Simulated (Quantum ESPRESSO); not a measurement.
# Pressure shift of the zone-centre T2 mode of zinc-blende BP between −4 and 20 GPa, LDA linear response

Whoever reads pressure or stress in a boron phosphide crystal from its Raman line must choose a coefficient that turns a line shift into gigapascals, and must decide whether one coefficient serves the whole range. The matter is practical because BP conducts heat well and is considered for heat spreaders, where mounting and thermal mismatch leave stress behind. The question is by how many cm⁻¹ per GPa the zone-centre T2 mode shifts, and where the line bends. The frequencies are harmonic LDA values for the transverse mode, calculated at the relaxed volume for each hydrostatic pressure. Pressure is that of the static lattice, with compression positive and tension negative.

## Computational details

One crystal, BP (zinc-blende) (known phase), relaxed in cell and atoms at each target pressure, inside its symmetry. Program: Quantum ESPRESSO 7.5, plane waves, LDA, PseudoDojo norm-conserving potentials, scalar-relativistic, no spin-orbit coupling, no spin; linear response at the zone centre. Plane-wave runs: cutoff 1143 eV; k meshes with a least product of divisions and cell-vector length from 36 to 39 Å; fixed occupations.

- pressure (GPa): hydrostatic pressure of the static lattice, compression positive.
- ε∞: electronic dielectric constant ε∞, a third of the trace.
- Kohn-Sham gap (eV): Kohn-Sham gap, lowest empty minus highest filled level on the k mesh.
- T2 mode (cm⁻¹): zone-centre mode T2, no LO-TO term, no sum rule.
- volume per atom (Å³): volume per atom of the relaxed cell.
- top LO mode (cm⁻¹): highest zone-centre mode with the macroscopic field along a cell axis.

Input lines of one member:

```
phonons
&inputph
   prefix = 'x'
   outdir = './tmp'
   fildyn = 'g.dyn'
   tr2_ph = 1.0d-18
   epsil = .true.
/
0.000000000000 0.000000000000 0.000000000000
```

Command (options for logging and memory left out): `OMP_NUM_THREADS=1 mpirun -n 4 ph.x -nk 4 -in ph.in > ph.out`

## Data

| member | pressure (GPa) | ε∞ | Kohn-Sham gap (eV) | T2 mode (cm⁻¹) | volume per atom (Å³) | top LO mode (cm⁻¹) |
| --- | --- | --- | --- | --- | --- | --- |
| −4.00 GPa | −4.00 | 9.172 | 1.19 | 801.7 | 11.57 | 807.5 |
| −0.01 GPa | −0.01 | ? | ? | ? | ? | ? |
| +3.99 GPa | 3.99 | 9.151 | 1.13 | 839.4 | 11.05 | 848.6 |
| +7.99 GPa | 7.99 | 9.145 | 1.10 | 856.5 | 10.82 | 867.4 |
| +11.99 GPa | 11.99 | 9.142 | 1.08 | 872.7 | 10.62 | 885.4 |
| +15.99 GPa | 15.99 | 9.141 | 1.06 | 888.0 | 10.43 | 902.6 |
| +20.00 GPa | 20.00 | 9.140 | 1.04 | 902.7 | 10.26 | 919.1 |

Cells marked ? are withheld until the estimate has been made.

Least-squares fits to the members shown, with x = pressure (GPa); R² in the fitted variables, residuals in the unit of y:

| y | members | fit | R² | rms residual | leave-one-out rms | standard deviation of y |
| --- | --- | --- | --- | --- | --- | --- |
| T2 mode (cm⁻¹) | 6 | y = 821.0 + 4.200 x | 1.00 | 1.8 | 3.7 | 36 |
| volume per atom (Å³) | 6 | y = 11.30 − 0.05447 x | 0.99 | 0.039 | 0.078 | 0.47 |

## Reading the trend

The T2 frequency rises with pressure in every row, but by less and less per GPa. Between −4.00 and 3.99 GPa the slope is (839.4 − 801.7) / 7.99 = 4.72 cm⁻¹ per GPa; between 15.99 and 20.00 GPa it is (902.7 − 888.0) / (20.00 − 15.99) = 3.67 cm⁻¹ per GPa. The slopes of the intervals between these two fall in order, so the bend is gradual and has no kink at any one row. The fitted 4.200 cm⁻¹ per GPa is an average over the range. Near zero pressure it would turn a shift of 10 cm⁻¹ into 2.4 GPa, where the local slope gives 2.1 GPa.

The rise itself comes from shorter, stiffer bonds. The masses are fixed, so the force constant goes as the frequency squared and grows by a factor (902.7 / 801.7)² = 1.27 over the range.

The bend comes from the compressibility. The slope is dω/dP = γω/B, with γ the mode Grüneisen parameter and B the bulk modulus at that pressure. Frequency times volume per atom is nearly constant: 801.7 × 11.57 = 9276 in the first row and 902.7 × 10.26 = 9262 in the last, with the other rows in between. Hence γ is close to 1 throughout. What changes is B = −V ΔP/ΔV, with V the mean of the two volumes: 7.99 × (11.57 + 11.05) / 2 / (11.57 − 11.05) = 174 GPa around zero pressure and (20.00 − 11.99) × (10.62 + 10.26) / 2 / (10.62 − 10.26) = 232 GPa between 11.99 and 20.00 GPa. Plotted against the logarithm of volume, the logarithm of the frequency is almost straight.

The longitudinal mode climbs faster. Its distance from T2 widens from 807.5 − 801.7 = 5.8 to 919.1 − 902.7 = 16.4 cm⁻¹, while ε∞ hardly moves and the volume shrinks by only 11 %. Most of the widening must therefore come from a larger Born effective charge. The infrared intensity of the transverse mode, also calculated but not tabled, rises steadily as well, as a growing charge requires.

## An estimate before looking

Plain estimates from the members shown:

- −0.01 GPa, fit at x = −0.01: 821.0 cm⁻¹
- −0.01 GPa, straight-line interpolation between −4.00 GPa and +3.99 GPa: w = (−0.01 − (−4.00)) / (3.99 − (−4.00)) = 0.499, so 801.7 + 0.499 × (839.4 − 801.7) = 820.5 cm⁻¹

The straight-line interpolation, 820.5 cm⁻¹, must be somewhat low, because the frequency curve is concave and a chord runs beneath it. The linear fit gives 821.0 cm⁻¹, but it lies 821.0 − 4.200 × 4.00 − 801.7 = 2.5 cm⁻¹ above the row at −4.00 GPa and 1.6 cm⁻¹ below the row at 3.99 GPa. It happens to cross the curve somewhere between them, so its value here carries little weight.

A better route keeps the curvature and its slow decrease. The missing pressure and its neighbours are spaced by almost exactly 4 GPa, and for a cubic through five equally spaced points the fourth difference vanishes. With the rows at −4.00, 3.99, 7.99 and 11.99 GPa this gives

(801.7 + 6 × 839.4 − 4 × 856.5 + 872.7) / 4 = 821.2 cm⁻¹.

The same formula can be tried on the row at 7.99 GPa, using the rows at 3.99, 11.99, 15.99 and 20.00 GPa:

(839.4 + 6 × 872.7 − 4 × 888.0 + 902.7) / 4 = 856.6 cm⁻¹,

against 856.5 cm⁻¹ in the table. No further shift is called for, since structure and settings are the same along the series.

The trial misses by 0.1 cm⁻¹. The slope changes faster at low pressure than around the trial row, so the error bar is set at twice that miss, 0.2 cm⁻¹.

**Committed estimate, −0.01 GPa: T2 mode = 821.2 ± 0.2 cm⁻¹.**

## Outcome

| member | pressure (GPa) | ε∞ | Kohn-Sham gap (eV) | T2 mode (cm⁻¹) | volume per atom (Å³) | top LO mode (cm⁻¹) |
| --- | --- | --- | --- | --- | --- | --- |
| −0.01 GPa | −0.01 | 9.159 | 1.16 | 821.2 | 11.29 | 828.6 |

| member | estimate | T2 mode (cm⁻¹) | computed | estimate − computed | miss in error bars |
| --- | --- | --- | --- | --- | --- |
| −0.01 GPa | committed | 821.2 | 821.2 | 0.0 | 0.0 |
| −0.01 GPa | fit | 821.0 | 821.2 | −0.2 |  |
| −0.01 GPa | interpolation | 820.5 | 821.2 | −0.7 |  |

The estimate of 821.2 cm⁻¹ agrees with the computed value to the printed digit and so lies inside its error bar of 0.2 cm⁻¹. The linear fit came out 0.2 cm⁻¹ low and the straight-line interpolation 0.7 cm⁻¹ low.

The interpolation fell short in the direction expected of a chord under a concave curve. The fit did well because it crosses the curve close to zero pressure, although it misses both neighbouring rows by more than 1 cm⁻¹. The allowance for a faster change of slope at low pressure, which had doubled the error bar, was not needed here.

The new row also shows where the bend is strongest. The slope is (821.2 − 801.7) / 3.99 = 4.89 cm⁻¹ per GPa on the tension side and (839.4 − 821.2) / 4.00 = 4.55 in the first step of compression. This is the largest drop between neighbouring intervals in the series. Frequency times volume per atom is 821.2 × 11.29 = 9271, within the narrow range of the other rows, as expected if the mode follows the volume and the bend comes from the stiffening of the crystal.

## Members off the line

Least-squares fits to the whole series, with x = pressure (GPa); R² in the fitted variables, residuals in the unit of y:

| y | members | fit | R² | rms residual | leave-one-out rms | standard deviation of y |
| --- | --- | --- | --- | --- | --- | --- |
| T2 mode (cm⁻¹) | 7 | y = 821.1 + 4.195 x | 1.00 | 1.7 | 2.7 | 36 |
| volume per atom (Å³) | 7 | y = 11.297 − 0.054283 x | 0.99 | 0.036 | 0.059 | 0.47 |

Largest departures from the fit to the whole series:

| member | T2 mode (cm⁻¹) | fit | computed − fit | in rms residuals |
| --- | --- | --- | --- | --- |
| −4.00 GPa | 801.7 | 804.3 | −2.6 | 1.6 |
| +20.00 GPa | 902.7 | 905.0 | −2.3 | 1.4 |
| +7.99 GPa | 856.5 | 854.6 | +1.9 | 1.1 |
| +3.99 GPa | 839.4 | 837.8 | +1.6 | 0.9 |

No row stands out as a fault. The two end rows lie below the straight line, by 2.6 cm⁻¹ at −4.00 GPa and 2.3 cm⁻¹ at 20.00 GPa, and the rows at 3.99 and 7.99 GPa lie above it by 1.6 and 1.9 cm⁻¹, which is the pattern a straight line leaves on a concave curve. If the frequency is instead scaled inversely with volume from the row at −0.01 GPa, the end at −4.00 GPa comes to 821.2 × 11.29 / 11.57 = 801.3 cm⁻¹, only 0.4 below the computed value, and no row is missed by more than about 1 cm⁻¹.

## Summary

Near zero pressure the T2 mode shifts by 4.72 cm⁻¹ per GPa, and between 15.99 and 20.00 GPa by 3.67. For large shifts the curve should be used: a line 872.7 − 821.2 = 51.5 cm⁻¹ above its zero-pressure position means 12.0 GPa, where the initial slope would give 51.5 / 4.72 = 10.9 GPa.

Between rows 4 GPa apart, a cubic through the neighbours gave the frequency to about 0.1 cm⁻¹ in both trials; the straight-line fit has a leave-one-out error of 2.7 cm⁻¹.

These coefficients hold for the transverse line only. The longitudinal line shifts by (848.6 − 807.5) / 7.99 = 5.14 cm⁻¹ per GPa around zero pressure, so the two must not be confused in a Raman spectrum. Thermal expansion and anharmonicity displace a measured line from the harmonic value, but largely cancel in a shift taken at one temperature. Mounting stress is seldom hydrostatic. It can split the line, and the hydrostatic coefficient must not then be applied to a single component.

[Logs are printed without paths, hosts, clocks, repeated set-up lines and the standing remarks that a program may print on its own settings, such as how far it seeks lower states.]

[On method and selection: Runs that did not converge, have known faults or may not be shown are not listed, and runs on Ansatz's PAW sets soft_1 and soft_2 are kept to separate tables.]
